Dear colleague,

A second-harmonic voltage transverse to the current can appear in nonmagnetic TaAs at zero magnetic field. Its band-geometric part is fixed by one tensor, the Berry curvature dipole of Sodemann and Fu (2015). I derive it below from the semiclassical equations, reduce it by the symmetry of your crystal, evaluate it for Weyl cones and estimate the voltage on a microstructured bar.

## 1. Premises and conventions

1. Independent electrons of charge $-e$ ($e>0$) occupy Bloch bands $\varepsilon_n(\mathbf k)$ with cell-periodic states $|u_{n\mathbf k}\rangle$. Spin-orbit coupling is included, so every band is counted once and no spin factor appears.
2. The crystal is nonmagnetic and there is no magnetic field, so time reversal $T$ is a symmetry.
3. The field is uniform, $\mathbf E(t)=\mathrm{Re}[\boldsymbol{\mathcal E}e^{i\omega t}]$, with complex peak amplitude $\boldsymbol{\mathcal E}$.
4. $\hbar\omega$ and $\hbar/\tau$ are small against the direct gap between bands at the Fermi surface.
5. Collisions relax the distribution to the Fermi function $f_0(\varepsilon_n(\mathbf k))$ with one constant time $\tau$ and do nothing else.

I write $\partial_a=\partial/\partial k_a$ and $\int_k=\sum_n\int d^{\mathcal D}k/(2\pi)^{\mathcal D}$ over the zone in $\mathcal D$ dimensions, and I sum repeated Cartesian indices. The Berry connection is $A_a=i\langle u|\partial_a u\rangle$ and the curvature is

$$\Omega_{ab}=\partial_aA_b-\partial_bA_a=-2\,\mathrm{Im}\langle\partial_a u|\partial_b u\rangle=\epsilon_{abc}\Omega_c .\tag{1}$$

The opposite sign convention for $A$ reverses $\Omega$ and the dipole, while the current stays the same.

## 2. Velocity of a Bloch electron in the field

Describe the field by a uniform vector potential, $\mathbf E=-\dot{\mathbf A}_{\rm em}$. The canonical momentum $\hbar\mathbf k_0$ is conserved, and the Bloch Hamiltonian becomes $H(\mathbf k(t))$ with $\mathbf k=\mathbf k_0+e\mathbf A_{\rm em}/\hbar$, hence

$$\hbar\dot{\mathbf k}=-e\mathbf E .\tag{2}$$

Write the state as a phase factor times $|u_n\rangle+\sum_{m\ne n}c_m|u_m\rangle$. Project the Schrödinger equation on $\langle u_m|$, keep first order in $\dot{\mathbf k}$ and drop $\hbar\dot c_m$ against $(\varepsilon_m-\varepsilon_n)c_m$, which premise 4 allows:

$$c_m=\frac{i\hbar\,\langle u_m|\partial_b u_n\rangle\,\dot k_b}{\varepsilon_m-\varepsilon_n}.$$

The velocity operator is $\partial_aH/\hbar$. Differentiating $H|u_n\rangle=\varepsilon_n|u_n\rangle$ gives $\langle u_n|\partial_aH|u_m\rangle=(\varepsilon_n-\varepsilon_m)\langle\partial_au_n|u_m\rangle$ for $m\neq n$. The energy denominators cancel and the admixture adds

$$\delta v_a=-i\sum_{m\ne n}\langle\partial_au_n|u_m\rangle\langle u_m|\partial_bu_n\rangle\dot k_b+\text{c.c.}=-\Omega_{ab}\dot k_b .$$

The missing term $m=n$ may be added, because $\langle\partial_au_n|u_n\rangle\langle u_n|\partial_bu_n\rangle$ is a product of two imaginary numbers, is real, and cancels against its conjugate. Completeness and (1) then give the last form. With (2),

$$\dot{\mathbf r}=\frac1\hbar\nabla_{\mathbf k}\varepsilon-\dot{\mathbf k}\times\boldsymbol\Omega=\frac1\hbar\nabla_{\mathbf k}\varepsilon+\frac e\hbar\,\mathbf E\times\boldsymbol\Omega .\tag{3}$$

Without a magnetic field the density of states in $\mathbf k$ is unchanged, and the current density is $\mathbf j=-e\int_k f\,\dot{\mathbf r}$.

## 3. Boltzmann equation to second order

For a uniform system, (2) and premise 5 give

$$\partial_tf-\frac e\hbar E_b\,\partial_bf=-\frac{f-f_0}{\tau}.\tag{4}$$

Expand $f=f_0+f_1+f_2+\dots$ in powers of the field. At first order put $f_1=\mathrm{Re}[f_1^\omega e^{i\omega t}]$. Then $(i\omega+1/\tau)f_1^\omega=(e/\hbar)\mathcal E_b\partial_bf_0$, so

$$f_1^\omega=\frac{e\tau}{\hbar(1+i\omega\tau)}\,\mathcal E_b\,\partial_bf_0 .\tag{5}$$

This is the Fermi sea displaced against the field. At second order the source is a product of two oscillating real quantities, for which

$$\mathrm{Re}[Xe^{i\omega t}]\,\mathrm{Re}[Ye^{i\omega t}]=\tfrac12\mathrm{Re}[XY^*+XYe^{2i\omega t}].\tag{6}$$

With $f_2=\mathrm{Re}[f_2^0+f_2^{2\omega}e^{2i\omega t}]$,

$$f_2^0=\frac{e^2\tau^2\,\mathcal E_b\mathcal E_c^*\,\partial_b\partial_cf_0}{2\hbar^2(1+i\omega\tau)},\qquad f_2^{2\omega}=\frac{e^2\tau^2\,\mathcal E_b\mathcal E_c\,\partial_b\partial_cf_0}{2\hbar^2(1+i\omega\tau)(1+2i\omega\tau)}.\tag{7}$$

All corrections are total derivatives on the periodic zone, so the particle number is conserved at each order.

## 4. Time reversal and the terms that survive

Time reversal gives $\varepsilon_n(-\mathbf k)=\varepsilon_n(\mathbf k)$ for bands ordered by energy, and $|u_{-\mathbf k}\rangle=\Theta|u_{\mathbf k}\rangle$ up to a phase, with $\Theta$ antiunitary. In (1) the two derivatives each change sign, and $\Theta$ conjugates the scalar product, so $\boldsymbol\Omega(-\mathbf k)=-\boldsymbol\Omega(\mathbf k)$. Inversion acts in the same way with a unitary operator and gives $\boldsymbol\Omega(-\mathbf k)=+\boldsymbol\Omega(\mathbf k)$. With both symmetries the curvature summed over each degenerate pair vanishes, so inversion must be broken.

At first order the band velocity with $f_1$ gives the Drude current. The anomalous velocity with $f_0$ gives $\int_kf_0\boldsymbol\Omega$, whose integrand is odd in $\mathbf k$, so there is no linear Hall effect.

At second order there are two terms. The band velocity with $f_2$ contains $\int_k\partial_a\varepsilon\,\partial_b\partial_cf_0$. The first factor is odd and the second even, so this term vanishes. The anomalous velocity with $f_1$ contains $\partial_bf_0\,\Omega_d$, odd times odd, and survives:

$$j_a^{(2)}(t)=-\frac{e^2}{\hbar}\,\epsilon_{acd}\,E_c(t)\int_kf_1(t)\,\Omega_d .\tag{8}$$

Define the Berry curvature dipole

$$D_{bd}=-\int_k(\partial_bf_0)\,\Omega_d=\int_kf_0\,\partial_b\Omega_d .\tag{9}$$

The second form follows by parts, without a boundary term on the periodic zone. At a Weyl node $\partial_b\Omega_d$ diverges as the inverse cube of the distance, but the two touching bands have opposite curvature and equal occupation at the node, so the singular parts cancel in the band sum. The first form is the one that (8) delivers, and it needs no such care. Insert (5) into (8), apply (6), and use $\epsilon_{acd}=-\epsilon_{adc}$. With $j_a^{(2)}=\mathrm{Re}[j_a^0+j_a^{2\omega}e^{2i\omega t}]$,

$$j_a^{2\omega}=\chi_{abc}\mathcal E_b\mathcal E_c,\qquad j_a^0=\chi_{abc}\mathcal E_b\mathcal E_c^*,\qquad \chi_{abc}=-\epsilon_{adc}\,\frac{e^3\tau}{2\hbar^2(1+i\omega\tau)}\,D_{bd}.\tag{10}$$

In vector form, with $\kappa=e^3\tau/[2\hbar^2(1+i\omega\tau)]$ and $d_d=\mathcal E_bD_{bd}$, one has $\mathbf j^{2\omega}=\kappa\,\boldsymbol{\mathcal E}\times\mathbf d$ and $\mathbf j^0=\kappa\,\boldsymbol{\mathcal E}^*\times\mathbf d$.

Four properties follow.

- By (8) the current is perpendicular to $\mathbf E(t)$ at every instant, so it is a Hall current and does no work.
- $D_{bd}$ is even under $T$. The state that carries the current is the displaced sea (5), which has a net curvature. The dissipative Drude current breaks the reversibility, and this shows in the single power of $\tau$.
- Since $\partial_bf_0=f_0'(\varepsilon)\,\partial_b\varepsilon$, the dipole belongs to the Fermi surface. At zero temperature $D_{bd}=(2\pi)^{-3}\oint dS\,n_b\Omega_d$ with $\mathbf n=\nabla\varepsilon/|\nabla\varepsilon|$, and at finite temperature this is averaged over energy with weight $-f_0'$. An insulator has none. $D$ is dimensionless in three dimensions and a length in two.
- For $\omega\tau\ll1$ and linear polarisation $\mathbf j^0=\mathbf j^{2\omega}$, so the rectified and second-harmonic amplitudes are equal, and a static field of the same size gives twice either.

## 5. Crystal symmetry

Under a point operation $R$ the derivative transforms as a vector and $\boldsymbol\Omega$, being a curl, as an axial vector. Invariance of the crystal requires

$$D=\det(R)\,R\,D\,R^{\mathsf T}.\tag{11}$$

The trace over the whole zone, $\int_kf_0\nabla\cdot\boldsymbol\Omega$, is zero, because the only sources of $\boldsymbol\Omega$ are nodes and these cancel between the two bands.

**Two dimensions.** Only $\Omega_z$ exists and $D_b\equiv D_{bz}$ is an in-plane object. A rotation about the normal leaves $\Omega_z$ alone and turns $D_b$ as a vector, so any such axis forces $D_b=0$. A mirror $x\to-x$ reverses $\Omega_z$ and $\partial_x$, which keeps $D_x$ and removes $D_y$: the dipole points perpendicular to the mirror line. Two different mirror lines would require two directions at once. The action of the point group on the plane may therefore contain one mirror line at most and no rotation. An in-plane twofold axis of a layer acts as such a mirror line, and reflection in the layer plane imposes nothing.

**TaAs.** I assume the usual structure, space group $I4_1md$ with point group $C_{4v}$, and take $z$ along the polar axis $c$ and $x,y$ along the $a$ axes. The mirror $x\to-x$ in (11) keeps the components with exactly one index $x$, and the mirror $y\to-y$ those with exactly one index $y$. Only $D_{xy}$ and $D_{yx}$ pass both. The fourfold axis maps $D_{xy}$ to $-D_{yx}$. One number remains, $D\equiv D_{xy}=-D_{yx}$. Then $\mathbf d=D\,\hat{\mathbf z}\times\boldsymbol{\mathcal E}$ and

$$\mathbf j^{2\omega}=\kappa D\,[\hat{\mathbf z}\,(\boldsymbol{\mathcal E}\cdot\boldsymbol{\mathcal E})-\boldsymbol{\mathcal E}\,\mathcal E_z],\qquad \mathbf j^{0}=\kappa D\,[\hat{\mathbf z}\,|\boldsymbol{\mathcal E}|^2-\boldsymbol{\mathcal E}\,\mathcal E_z^*].\tag{12}$$

A linear field in the $ab$ plane drives $j_z^{2\omega}=\kappa D\mathcal E^2$ whatever its in-plane angle, and a field along $c$ drives nothing. You need the current in the $ab$ plane and the voltage contacts along $c$. On a (001) face with in-plane contacts the bulk dipole gives no signal. The sign of $D$ follows the polarity of $c$, so domains of opposite polarity cancel. For $\omega\tau\gg1$, $\kappa\to-ie^3/(2\hbar^2\omega)$ loses $\tau$, and a field rotating in the $xz$ plane gives a rectified $j_x=-D\,\mathrm{Re}[\kappa\mathcal E_x\mathcal E_z^*]$ that reverses with the helicity.

## 6. The dipole of a Weyl cone

Near a node, with $\mathbf q$ measured from it,

$$H=\hbar\,\mathbf w\cdot\mathbf q+\hbar\,\boldsymbol\sigma\cdot\mathbf p,\qquad \mathbf p=V\mathbf q,\tag{13}$$

where $V$ is a real invertible velocity matrix, $\mathbf w$ the tilt velocity and $\boldsymbol\sigma$ the Pauli matrices. Put $\mathbf u=V^{-\mathsf T}\mathbf w$, so that $\varepsilon_\pm=\hbar(\mathbf u\cdot\mathbf p\pm p)$. With $M=V^{\mathsf T}V$ one has $u^2=\mathbf w^{\mathsf T}M^{-1}\mathbf w$. I treat closed pockets, $u<1$.

**Isotropic variables.** The tilt does not change the eigenvectors. The upper state is $(\cos\frac\theta2,\,e^{i\varphi}\sin\frac\theta2)$ in the polar angles of $\mathbf p$, and (1) gives $\Omega_{\theta\varphi}=-\frac12\sin\theta$, that is $\boldsymbol\Omega^p_\pm=\mp\hat{\mathbf p}/2p^2$. Take the chemical potential $\mu>0$ (from the node), zero temperature and the polar axis along $\mathbf u$. Then $-\partial_ef_0=\delta(\mu-\varepsilon_+)\hbar(\hat p_e+u_e)$. The factor $p^2$ of the volume element cancels the $1/p^2$ of the curvature, and the radial integral over the delta function gives $1/[\hbar(1+u\cos\theta)]$:

$$D^p_{ef}=-\frac1{16\pi^3}\int\sin\theta\,d\theta\,d\varphi\;\frac{(\hat p_e+u_e)\,\hat p_f}{1+u\cos\theta}.\tag{14}$$

The chemical potential has dropped out. For $\mu<0$ the lower band has the opposite curvature, gradient $\hbar(u_e-\hat p_e)$ and denominator $1-u\cos\theta$, and the substitution $\hat{\mathbf p}\to-\hat{\mathbf p}$ returns (14) with the same sign. The dipole of a linear cone is thus independent of $\mu$, of its sign, and by the energy average of section 4 also of temperature.

Axial symmetry makes (14) equal to $a\,\delta_{ef}+b\,\hat u_e\hat u_f$. In the trace the numerator equals the denominator, so $3a+b=-1/4\pi^2$. For a transverse component put $x=\cos\theta$ and average $\cos^2\varphi$ to one half, which gives $a=-(16\pi^2)^{-1}\int_{-1}^1(1-x^2)\,dx/(1+ux)$. Let $L=\int_{-1}^1dx/(1+ux)=u^{-1}\ln[(1+u)/(1-u)]$. Writing $x=[(1+ux)-1]/u$ twice gives $\int x\,dx/(1+ux)=(2-L)/u$ and $\int x^2dx/(1+ux)=(L-2)/u^2$. Hence

$$a=-\frac{L-(L-2)/u^2}{16\pi^2},\qquad b(u)=\frac{3L-3(L-2)/u^2-4}{16\pi^2}.\tag{15}$$

For small tilt $b=(u^2/20\pi^2)(1+3u^2/7+\dots)$, and $b$ rises to $1/8\pi^2=0.013$ as $u\to1$. Without tilt $a=-1/12\pi^2=-8.4\times10^{-3}$.

**Back to the crystal axes.** The chain rule gives $\partial/\partial q_b=V_{eb}\,\partial/\partial p_e$ and $\Omega^q_{ab}=V_{ea}V_{fb}\Omega^p_{ef}$. The identity $(V^{\mathsf T}\mathbf a)\times(V^{\mathsf T}\mathbf b)=\det V\;V^{-1}(\mathbf a\times\mathbf b)$ turns the latter into $\boldsymbol\Omega^q=\det V\,V^{-1}\boldsymbol\Omega^p$, and $d^3q=d^3p/|\det V|$. With the chirality $s=\mathrm{sgn}\det V$ this yields $D^{\rm node}=s\,V^{\mathsf T}D^pV^{-\mathsf T}$. Since $V^{\mathsf T}\mathbf u=\mathbf w$ and $V^{-1}\mathbf u=M^{-1}\mathbf w$,

$$D^{\rm node}_{bd}=s\Big[a\,\delta_{bd}+\frac{b}{u^2}\,w_b\,(M^{-1}\mathbf w)_d\Big].\tag{16}$$

**Sum over equivalent nodes.** A point operation carries the tensor of one node into that of its image by the right side of (11), and $T$ carries it over unchanged. The combination $(D_{xy}-D_{yx})/2$ is invariant under all operations of $C_{4v}$, and every other component averages to zero. A family of $N$ equivalent nodes therefore contributes

$$D_{\rm fam}=N\,s\,b(u)\,G,\qquad G=\frac{[\mathbf w\times M^{-1}\mathbf w]_z}{2u^2},\tag{17}$$

evaluated at any one member. The term $a$ cancels between mirror partners of opposite chirality. If $z$ is a principal axis of $M$ and 1, 2 are right-handed principal axes in the plane, with velocities $v_1,v_2,v_3$,

$$G=\frac{w_1w_2}{2u^2}\Big(\frac1{v_2^2}-\frac1{v_1^2}\Big),\qquad u^2=\sum_i\frac{w_i^2}{v_i^2}.\tag{18}$$

An upright cone gives nothing, and so does a tilted cone with isotropic velocity. In this point group the linear cone needs tilt and anisotropy together, with the tilt off the principal axes.

## 7. Range of validity

**Weak field.** The expansion parameter is $\eta=e\mathcal E\tau/(\hbar k_F|1+i\omega\tau|)$, the shift (5) measured against the pocket radius $k_F$. It must be small.

**Single-band motion.** On the Fermi surface of (13) the direct gap is $2\hbar p$, with smallest value $2|\mu|/(1+u)$. Both $\hbar\omega$ and $\hbar/\tau$ must lie well below it, and $k_BT\ll|\mu|$ keeps states close to the node out of the thermal window. Above that photon energy interband photocurrents appear, which (3) does not contain. The independence of $\mu$ in (14) fails as $\mu\to0$ for the same reason.

**Linear cones.** Equations (14) to (18) hold while each pocket encloses one node and stays within the linear region. Merged pockets, open pockets ($u>1$) and pockets without nodes require (9) on the full bands. Equations (10) to (12) are unaffected.

**Constant $\tau$.** A time $\tau(\mathbf k)$ stays inside the first form of (9) as a weight. A variation of order one over the pocket changes the result by order one, and for small tilt, where $b$ is a small remainder, it can change it by more.

**Disorder beyond premise 5.** These terms rival the dipole. Take a pocket of density $n$, velocity $v$ and curvature of order $1/k_F^2$, at low frequency. The anomalous velocity is of order $e\mathcal E/\hbar k_F^2=\eta/k_F\tau$ and acts on $f_1\sim\eta$, so the dipole current is of order $ne\eta^2/k_F\tau$. A wave packet also shifts sideways by about $1/k_F$ in each collision (side jump). At the rate $1/\tau$ and on $f_2\sim\eta^2$ this gives $ne\eta^2/k_F\tau$ again, the same order and the same power of $\tau$. Left-right asymmetric (skew) scattering with relative asymmetry $\theta_{\rm sk}$ deflects the band velocity and gives $nev\,\theta_{\rm sk}\eta^2$, which is $\theta_{\rm sk}|\mu|\tau/\hbar$ times the dipole term. These ratios assume that the symmetry sum suppresses all three alike. Equation (10) is therefore one contribution to the measured $\chi$. A useful test is that $C_{4v}$ allows a general second-order response $\chi_{zzz}$, while (12) forbids it for the dipole.

**Bulk and uniform field.** Surface states, current crowding and temperature gradients are excluded.

## 8. A number for TaAs

Band calculations typically find 24 nodes in TaAs: 8 of type W1 in a plane of constant $k_z$ that the product of the twofold rotation about $c$ and $T$ maps onto itself, and 16 of type W2 at general positions. That product fixes each W1 node and sends $q_z\to-q_z$, so $w_3=0$, $z$ is a principal axis, (18) holds for the linear cone without further assumption, and $v_3$ drops out. For W2 I assume that $z$ is a principal axis. All velocities below are assumed, of the size typical for these cones, in eV Å.

| family | $N$ | $\hbar v_1,\hbar v_2,\hbar v_3$ | $\hbar w_1,\hbar w_2,\hbar w_3$ | $u$ | $b$ | $G$ | $NbG$ |
|---|---|---|---|---|---|---|---|
| W1 | 8 | 2.5, 1.5, any | 0.9, 0.6, 0 | 0.54 | $1.69\times10^{-3}$ | 0.265 | $3.6\times10^{-3}$ |
| W2 | 16 | 2.2, 1.7, 2.0 | 0.6, 0.6, 0.9 | 0.63 | $2.49\times10^{-3}$ | 0.0625 | $2.5\times10^{-3}$ |

The third figure of $b$ and $G$ only carries the arithmetic. The relative sign of the two families depends on the chirality $s$ of the member to which these tilts belong, which the inputs leave open. The model's $|D|$ is $6.1\times10^{-3}$ if they add and $1.1\times10^{-3}$ if they oppose. I continue with the larger value.

Assumed inputs for transport at 10 K are $\tau=1$ ps, an isotropic resistivity $\rho=10\ \mu\Omega$ cm, $|\mu|=10$ meV at both families and a Seebeck coefficient of 5 μV/K. The bar carries a peak current of 10 mA at 100 Hz along $a$ through a section of width $W=10^4$ nm along $c$ and thickness $10^3$ nm.

The current density is $J=1.0\times10^9$ A/m² and the field $\mathcal E_x=\rho J=100$ V/m. With $\omega\tau=6\times10^{-10}$ the prefactor is real, $\kappa=e^3\tau/2\hbar^2=0.185$ A/V². Then $|\chi_{zxx}|=\kappa|D|=1.1\times10^{-3}$ A/V² and $|j_z^{2\omega}|=11$ A/m², a fraction $1.1\times10^{-8}$ of the drive. With open voltage contacts a field builds up until its ohmic current cancels this source, $\mathcal E_z^{2\omega}=-\rho j_z^{2\omega}$, of size 1.1 μV/m. The peak voltage across the width is

$$|V^{2\omega}|=\kappa|D|\,\rho^3J^2W ,$$

which is 1.8 nV per unit of $D$ and 11 pV for the model's dipole. Since $\rho\propto1/\tau$ at fixed bands, the voltage at fixed current goes as $\rho^2$, so cleaner crystals give less dipole signal.

The premises hold for these inputs. With $\hbar v\approx2$ eV Å the pocket radius is $k_F=|\mu|/\hbar v=0.005$ Å$^{-1}$, the shift $e\mathcal E\tau/\hbar$ is $1.5\times10^{-5}$ Å$^{-1}$, and $\eta=3\times10^{-3}$. Further, $|\mu|\tau/\hbar=15$, $k_BT=0.86$ meV and $|\mu|/k_BT=12$. The smallest direct gap on the W2 pocket is 12 meV, or 3.0 THz, far above the drive frequency.

The rivals are as follows. The side jump is of the order of the 11 pV itself. Skew scattering matches the dipole term once $\theta_{\rm sk}$ reaches about $1/15=0.07$. Joule heating also oscillates at $2\omega$ and scales as the square of the current, and a temperature difference of only 2 μK between the two voltage contacts produces the same 11 pV through the Seebeck effect. A second bar of the same shape with reversed $c$ axis separates the two, since (12) changes sign and a thermal asymmetry fixed by the geometry does not.

The 11 pV is the model's number and should be read as low for the dipole term. First-principles dipoles for TaAs are typically a few tenths, so the linear-cone model falls short by one to two orders of magnitude. Equation (17) indicates why. The nodes descend from nodal rings gapped by spin-orbit coupling, so a W2 cone is expected to have a soft direction oblique to $c$, which enlarges $M^{-1}\mathbf w$ and can enlarge $G$ well beyond the diagonal form (18), and the weakly gapped remainder of the rings carries curvature that (13) omits. At 1.8 nV per unit of $D$, a dipole of a few tenths still leaves the dipole signal of this bar below one nanovolt.